**Hyperfine couplings of the butadiene radical anion against exact exchange**

The table holds isotropic ¹³C and ¹H hyperfine couplings, the g shift and ⟨S²⟩ of the gas-phase butadiene radical anion from unrestricted Kohn–Sham calculations in PySCF with five functionals (IGLO-III on C, pcH-1 on H, one fixed geometry). The program splits the proton couplings by McConnell's relation with the sum rule ρ1 + ρ2 = 1/2 and compares three readings of the trend: the long-range share of exact exchange, spin redistribution at fixed coupling constants, and the short-range share. For the terminal carbon the rms errors are about 7, 3.7 and 1.7 MHz, and the fixed-constant fit needs a neighbour term that the computed C2 coupling refutes. About two thirds of the logarithmic growth of the terminal proton coupling comes from the McConnell constant, while the inner proton, ⟨S²⟩ and the C2 spin place CAM-B3LYP between its short- and long-range shares. PBE0 is the worst row of the short-range line for C1, by 3.2 MHz, and the anion may be unbound and confined by the basis.

Isotropic hyperfine couplings, g shift from the free-electron value and <S^2> of the gas-phase butadiene radical anion (C4H6, charge -1, doublet). All rows use PySCF 2.14.0, non-relativistic unrestricted Kohn-Sham DFT with density fitting, IGLO-III on C and pcH-1 on H, and the PBE0-D3(BJ)/def2-SVP geometry. The g shift uses GIAOs and mean-field spin-orbit coupling.

## Script

```python
# Table: butadiene radical anion, PySCF UKS, IGLO-III (C) / pcH-1 (H), five functionals:
# isotropic hyperfine couplings (MHz), g shift (ppm), <S^2>.
# Tested: (A) long-range exact exchange as single scale, (B) spin redistribution at fixed Q,
# (C) polarisation strength following short-range exchange; McConnell split a_H = Q*rho.
T = {
    'functional': ['PBE', 'B3LYP', 'BHandHLYP', 'CAM-B3LYP', 'PBE0'],
    'exx': [0, 20, 50, 65, 25],  # %
    'a_C1': [16.9, 28.3, 47.0, 29.6, 28.1],  # MHz
    'a_H5': [-22.7, -25.7, -34.4, -28.1, -28.8],  # MHz
    'a_H6': [-24.4, -27.6, -36.9, -30.1, -30.9],  # MHz
    'a_H7': [-8.1, -7.6, -6.5, -6.6, -7.3],  # MHz
    'g': [409, 404, 387, 408, 396],  # ppm
    's2': [0.753, 0.759, 0.776, 0.77, 0.763],
}
import numpy as np
f = T['functional']; ix = {n: i for i, n in enumerate(f)}
c = {k: np.array(T[k], float) for k in ['exx', 'a_C1', 'a_H5', 'a_H6', 'a_H7', 'g', 's2']}
lr = c['exx']; sr = lr.copy(); sr[ix['CAM-B3LYP']] = 19  # short-range share, definition
P, B, H, C, P0 = [ix[n] for n in ['PBE', 'B3LYP', 'BHandHLYP', 'CAM-B3LYP', 'PBE0']]
# further outputs of the same runs: Mulliken spin C1, C2; largest dipolar C1, C2 (MHz);
# A iso C2 (MHz); middle and largest g shift component (ppm)
nan = np.nan
O = {'PBE': (.4761, .0854, 56.56, 23.15, -4.69, 391, 957), 'B3LYP': (.4895, .0707, 60.87, 21.34, -4.67, 340, 997),
     'BHandHLYP': (.5350, .0383, nan, nan, nan, 258, 1033), 'CAM-B3LYP': (.5118, .0510, 64.99, 18.24, -7.17, 291, 1059),
     'PBE0': (.5146, .0572, 61.36, 19.04, -6.69, 320, 991)}
m1, m2, d1, d2, aC2, g2, g3 = np.array([O[n] for n in f]).T
at = (c['a_H5'] + c['a_H6']) / 2; Q = 2 * (at + c['a_H7']); r1 = at / Q; r2 = c['a_H7'] / Q
def fit(x, y):
    p = np.polyfit(x, y, 1); r = y - np.polyval(p, x); return p, r, np.sqrt(np.mean(r**2))
print('rounding floor (half unit): A 0.05 MHz, Q 0.2 MHz, rho 0.001, g 0.5 ppm, S2 0.0005')
print('linear fits, 5 rows: slope per % and rms, long-range (A) | short-range (C)')
Y = {k: c[k] for k in ['a_C1', 'a_H5', 'a_H6', 'a_H7', 's2', 'g']}; Y['Q'] = Q; Y['rho2'] = r2
rms = {}
for k, y in Y.items():
    a, b = fit(lr, y), fit(sr, y); rms[k] = (a[2], b[2])
    print(f' {k:5s} {a[0][0]:9.4g} rms {a[2]:.3g} | {b[0][0]:9.4g} rms {b[2]:.3g}, intercept {b[0][1]:.4g}')
M = np.c_[r1, r2]; q = np.linalg.lstsq(M, c['a_C1'], rcond=None)[0]; rB = c['a_C1'] - M @ q
print(f'(B) a_C1=Q1*rho1+Q2*rho2: Q1 {q[0]:.0f}, Q2 {q[1]:.0f} MHz, rms {np.sqrt(np.mean(rB**2)):.2f} MHz')
print(f'    neighbour term at C2, Q2*0.5 = {q[1]/2:.0f} MHz; outputs give A(C2) {np.nanmin(aC2):.1f} to {np.nanmax(aC2):.1f}')
print('residuals of a_C1, MHz: A long-range, B fixed Q, C short-range')
rA, rC = fit(lr, c['a_C1'])[1], fit(sr, c['a_C1'])[1]
for i, n in enumerate(f):
    print(f' {n:10s} {rA[i]:6.1f} {rB[i]:6.1f} {rC[i]:6.1f}')
print('worst rows: A', f[np.argmax(abs(rA))], ' B', f[np.argmax(abs(rB))], ' C', f[np.argmax(abs(rC))])
h1 = 0.4 * np.sin(3 * np.pi / 5)**2
print(f'Hueckel LUMO: rho1 {h1:.3f}, rho2 {0.5-h1:.3f}, ratio {(0.5-h1)/h1:.3f}')
print('McConnell: Q MHz, rho1, rho2, a_C1/rho1 MHz | C2/C1 ratio: protons, dipolar, Mulliken')
for i, n in enumerate(f):
    print(f" {n:10s} {Q[i]:6.1f} {r1[i]:.3f} {r2[i]:.3f} {c['a_C1'][i]/r1[i]:6.1f} | "
          f'{r2[i]/r1[i]:.3f} {d2[i]/d1[i]:.3f} {m2[i]/m1[i]:.3f}')
print(f"H6/H5 ratio (common-Q check): {min(c['a_H6']/c['a_H5']):.3f} to {max(c['a_H6']/c['a_H5']):.3f}")
for j in (P0, H):
    R = lambda v: v[j] / v[P]
    print(f"PBE->{f[j]} ratios: a_C1 {R(c['a_C1']):.2f}, a_term {R(at):.2f}, a_H7 {R(c['a_H7']):.2f}, Q {R(Q):.2f},")
    print(f'   rho1 {R(r1):.2f}, rho2 {R(r2):.2f}, Mulliken C1 {R(m1):.2f}, C2 {R(m2):.2f}, dipolar C1 {R(d1):.2f};'
          f' Q share of ln(a_term) {100*np.log(R(Q))/np.log(R(at)):.0f}%')
for a, b in ((P, P0), (B, H), (B, P0), (B, C)):
    d = {k: Y[k][b] - Y[k][a] for k in Y}
    print(f"{f[a]}->{f[b]}: da_C1 {d['a_C1']:+.1f} ({d['a_C1']/(sr[b]-sr[a]):+.2f}/% sr), dH5 {d['a_H5']:+.1f},"
          f" dH7 {d['a_H7']:+.1f}, dQ {d['Q']:+.1f} MHz")
print('share CAM-B3LYP needs on the B3LYP-BHandHLYP line, % (sr 19, lr as in table); +- worst rounding')
hu = dict(a_C1=.05, a_H5=.05, a_H6=.05, a_H7=.05, s2=.0005, g=.5, Q=.2, rho2=.001, MullC2=.00005)
Y['MullC2'] = m2; eff = {}
for k, y in Y.items():
    s = (y[H] - y[B]) / (lr[H] - lr[B]); eff[k] = lr[B] + (y[C] - y[B]) / s
    t = (y[C] - y[B]) / (y[H] - y[B]); e = hu[k] * (1 + abs(t) + abs(1 - t)) / abs(s)
    print(f' {k:6s} {eff[k]:5.1f} +- {e:.1f}')
print(f"g spread {np.ptp(c['g']):.0f} ppm; PBE->BHandHLYP iso {c['g'][H]-c['g'][P]:+.0f},"
      f' middle {g2[H]-g2[P]:+.0f}, largest {g3[H]-g3[P]:+.0f} ppm')
assert all(c['a_C1'] > 0) and all(at < 0) and all(c['a_H7'] < 0)
assert rms['a_C1'][1] < 0.5 * rms['a_C1'][0]
assert Q[H] / Q[P] > 1.2 and r2[H] < r2[P]
assert eff['a_C1'] < 30 < min(eff['s2'], eff['rho2'], eff['a_H7'])
```

Output:

```
rounding floor (half unit): A 0.05 MHz, Q 0.2 MHz, rho 0.001, g 0.5 ppm, S2 0.0005
linear fits, 5 rows: slope per % and rms, long-range (A) | short-range (C)
 a_C1     0.2835 rms 7.15 |    0.5931 rms 1.71, intercept 16.46
 a_H5    -0.1179 rms 2.77 |   -0.2353 rms 0.866, intercept -22.58
 a_H6    -0.1252 rms 2.98 |   -0.2515 rms 0.909, intercept -24.24
 a_H7    0.02536 rms 0.165 |   0.02967 rms 0.373, intercept -7.896
 s2    0.0003167 rms 0.00355 |   0.00044 rms 0.00394, intercept 0.7542
 g       -0.1057 rms 7.92 |   -0.4734 rms 3.3, intercept 411.6
 Q       -0.1924 rms 5.42 |   -0.4275 rms 1.35, intercept -62.61
 rho2  -0.0006371 rms 0.00905 | -0.0009839 rms 0.00681, intercept 0.1238
(B) a_C1=Q1*rho1+Q2*rho2: Q1 165, Q2 -354 MHz, rms 3.70 MHz
    neighbour term at C2, Q2*0.5 = -177 MHz; outputs give A(C2) -7.2 to -4.7
residuals of a_C1, MHz: A long-range, B fixed Q, C short-range
 PBE          -4.0    0.8    0.4
 B3LYP         1.7    3.3   -0.0
 BHandHLYP    11.9    4.4    0.9
 CAM-B3LYP    -9.7   -5.0    1.9
 PBE0          0.1   -3.5   -3.2
worst rows: A BHandHLYP  B CAM-B3LYP  C PBE0
Hueckel LUMO: rho1 0.362, rho2 0.138, ratio 0.382
McConnell: Q MHz, rho1, rho2, a_C1/rho1 MHz | C2/C1 ratio: protons, dipolar, Mulliken
 PBE         -63.3 0.372 0.128   45.4 | 0.344 0.409 0.179
 B3LYP       -68.5 0.389 0.111   72.7 | 0.285 0.351 0.144
 BHandHLYP   -84.3 0.423 0.077  111.1 | 0.182 nan 0.072
 CAM-B3LYP   -71.4 0.408 0.092   72.6 | 0.227 0.281 0.100
 PBE0        -74.3 0.402 0.098   69.9 | 0.245 0.310 0.111
H6/H5 ratio (common-Q check): 1.071 to 1.075
PBE->PBE0 ratios: a_C1 1.66, a_term 1.27, a_H7 0.90, Q 1.17,
   rho1 1.08, rho2 0.77, Mulliken C1 1.08, C2 0.67, dipolar C1 1.08; Q share of ln(a_term) 68%
PBE->BHandHLYP ratios: a_C1 2.78, a_term 1.51, a_H7 0.80, Q 1.33,
   rho1 1.14, rho2 0.60, Mulliken C1 1.12, C2 0.45, dipolar C1 nan; Q share of ln(a_term) 69%
PBE->PBE0: da_C1 +11.2 (+0.45/% sr), dH5 -6.1, dH7 +0.8, dQ -11.0 MHz
B3LYP->BHandHLYP: da_C1 +18.7 (+0.62/% sr), dH5 -8.7, dH7 +1.1, dQ -15.8 MHz
B3LYP->PBE0: da_C1 -0.2 (-0.04/% sr), dH5 -3.1, dH7 +0.3, dQ -5.8 MHz
B3LYP->CAM-B3LYP: da_C1 +1.3 (-1.30/% sr), dH5 -2.4, dH7 +1.0, dQ -2.9 MHz
share CAM-B3LYP needs on the B3LYP-BHandHLYP line, % (sr 19, lr as in table); +- worst rounding
 a_C1    22.1 +- 0.2
 a_H5    28.3 +- 0.3
 a_H6    28.1 +- 0.3
 a_H7    47.3 +- 2.7
 s2      39.4 +- 1.8
 g       12.9 +- 2.2
 Q       25.5 +- 0.8
 rho2    36.4 +- 1.8
 MullC2  38.2 +- 0.1
g spread 22 ppm; PBE->BHandHLYP iso -22, middle -133, largest +76 ppm
```
